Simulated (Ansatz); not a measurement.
## Mo₃Pt: the change of energy above lowest point with volume scale

All results are calculated (Ansatz 0.2.0). Free energy against uniform scaling of the volume at fixed shape and fractions; periodic cell, basis, potentials, k mesh and filling as listed.

The cell before it is scaled or strained (space group Pm-3m, No. 221):
```
Mo3Pt
1.0
      3.9740     0.0000     0.0000
      0.0000     3.9740     0.0000
      0.0000     0.0000     3.9740
Mo Pt
3 1
Direct
  0.00000 0.50000 0.50000
  0.50000 0.00000 0.50000
  0.50000 0.50000 0.00000
  0.00000 0.00000 0.00000
```

Settings of every row: functional LDA; dispersion none; potentials PAW; wave cutoff 450 eV; density cutoff 1800 eV; k mesh 6x6x6; k shift 0x0x0; occupations fermi dirac; smearing width 0.1 eV; spin none.

Limits: coarse k mesh, up to 40 meV an atom off; no spin-orbit coupling, which can matter with elements this heavy; the cell comes from a prototype or a list of computed structures and needn't be the stable phase.

| row | volume scale | V (Å³/atom) | energy above lowest point (meV/atom) |
| --- | --- | --- | --- |
| 1 | 0.94 | 14.749 | 0 |
| 2 | 0.96 | 15.062 | 1.8 |
| 3 | 0.98 | 15.376 | 15.3 |
| 4 | 1 | 15.69 | 39.1 |
| 5 | 1.02 | 16.004 | ? |
| 6 | 1.04 | 16.318 | 113.2 |
| 7 | 1.06 | 16.631 | 161.6 |

Question: what energy above lowest point should row 5 give?

Worked fit of energy above lowest point. Take u = (V_r/V)^(2/3) − 1 with V_r = 15.533 Å³ an atom, which is twice the finite (Eulerian) strain; such expansions in the strain, on which the Birch-Murnaghan equation of state is built, carry the rest volume and the bulk modulus. The shown rows have u = 0.03513, 0.02074, 0.0068, -0.00668, -0.03233, -0.04451. Least squares give energy above lowest point = 25.96 − 1768 × u + 29037 × u² + 6805 × u³ meV/atom; a parabola predicts inner rows, each left out in turn, worse (root mean square 0.14 against 0.085 meV/atom). All shown rows lie on it to the printed digit. Its lowest point lies at u = 0.0301, or V = 14.86 Å³ an atom, and the curvature there gives the bulk modulus at fixed shape and fractions, B = (4/9)(1 + u)² E″(u)/V = 302 GPa. The withheld row has u = -0.01972, so the fit gives 25.96 − 1768 × (-0.01972) + 29037 × (-0.01972)² + 6805 × (-0.01972)³ = 72.1 meV/atom.

The calculation gave 72 meV/atom. The fit lies 0.1 meV/atom (0.062 % of the column's range) above it, one unit of the last digit.
